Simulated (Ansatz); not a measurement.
A series in volume scale on AlN

Free energy against uniform scaling of the volume at fixed shape and fractions; periodic cell, basis, potentials, k mesh and filling as listed. The results are calculated, by Ansatz 0.2.0.

The cell before it is scaled or strained (space group F-43m, No. 216):
```
CELL_PARAMETERS angstrom
0.00000 2.18400 2.18400
2.18400 0.00000 2.18400
2.18400 2.18400 0.00000
ATOMIC_POSITIONS crystal
Al 0.00000 0.00000 0.00000
N 0.75000 0.75000 0.75000
```

Settings of every row: functional LDA; dispersion none; potentials PAW; wave cutoff 420 eV; density cutoff 1680 eV; k mesh 8x8x8; k shift 0x0x0; occupations fixed; smearing width 0 eV; spin none.

| row | volume scale | V (Å³/atom) | energy above lowest point (meV/atom) | pressure (GPa) |
| --- | --- | --- | --- | --- |
| 1 | 0.94 | 9.792 | 13.5 | 10.1 |
| 2 | 0.96 | 10.001 | 3.6 | 5.09 |
| 3 | 0.98 | 10.209 | 0 | 0.53 |
| 4 | 1 | 10.417 | 2.1 | -3.6 |
| 5 | 1.02 | 10.626 | ? | ? |
| 6 | 1.04 | 10.834 | 20.9 | -10.71 |
| 7 | 1.06 | 11.042 | 36.8 | -13.77 |

Question: what energy above lowest point and pressure should row 5 give?

Worked fit of energy above lowest point. Take u = (V_r/V)^(2/3) − 1 with V_r = 10.313 Å³ an atom, which is twice the finite (Eulerian) strain; such expansions in the strain, on which the Birch-Murnaghan equation of state is built, carry the rest volume and the bulk modulus. The shown rows have u = 0.03516, 0.02069, 0.00678, -0.00667, -0.03232, -0.04451. Least squares give energy above lowest point = 0.37 − 152.7 × u + 14953 × u² meV/atom; a straight line predicts inner rows, each left out in turn, worse (root mean square 9.3 against 0.049 meV/atom). All shown rows lie on it to the printed digit. Its lowest point lies at u = 0.0051, or V = 10.23 Å³ an atom, and the curvature there gives the bulk modulus at fixed shape and fractions, B = (4/9)(1 + u)² E″(u)/V = 210 GPa. The withheld row has u = -0.01974, so the fit gives 0.37 − 152.7 × (-0.01974) + 14953 × (-0.01974)² = 9.2 meV/atom.

The calculation gave 9.2 meV/atom. The fit meets it to the printed digit.

Worked fit of pressure. Take u = (V_r/V)^(2/3) − 1 with V_r = 10.313 Å³ an atom, which is twice the finite (Eulerian) strain; such expansions in the strain, on which the Birch-Murnaghan equation of state is built, carry the rest volume and the bulk modulus. The shown rows have u = 0.03516, 0.02069, 0.00678, -0.00667, -0.03232, -0.04451. Least squares give pressure = −1.579 + 306.51 × u + 734.4 × u² GPa; a straight line predicts inner rows, each left out in turn, worse (root mean square 0.46 against 0.014 GPa). The rows lie off it by -0.01, 0.01, 0.00, -0.01, 0.01, 0.00. The pressure vanishes at u = 0.0051, or V = 10.23 Å³ an atom, and there the bulk modulus at fixed shape and fractions is B = −V dP/dV = (2/3)(1 + u) dP/du = 210 GPa. The withheld row has u = -0.01974, so the fit gives −1.579 + 306.51 × (-0.01974) + 734.4 × (-0.01974)² = -7.34 GPa.

The calculation gave -7.32 GPa. The fit lies 0.02 GPa (0.084 % of the column's range) below it; its largest miss of a shown row is 0.01 GPa.
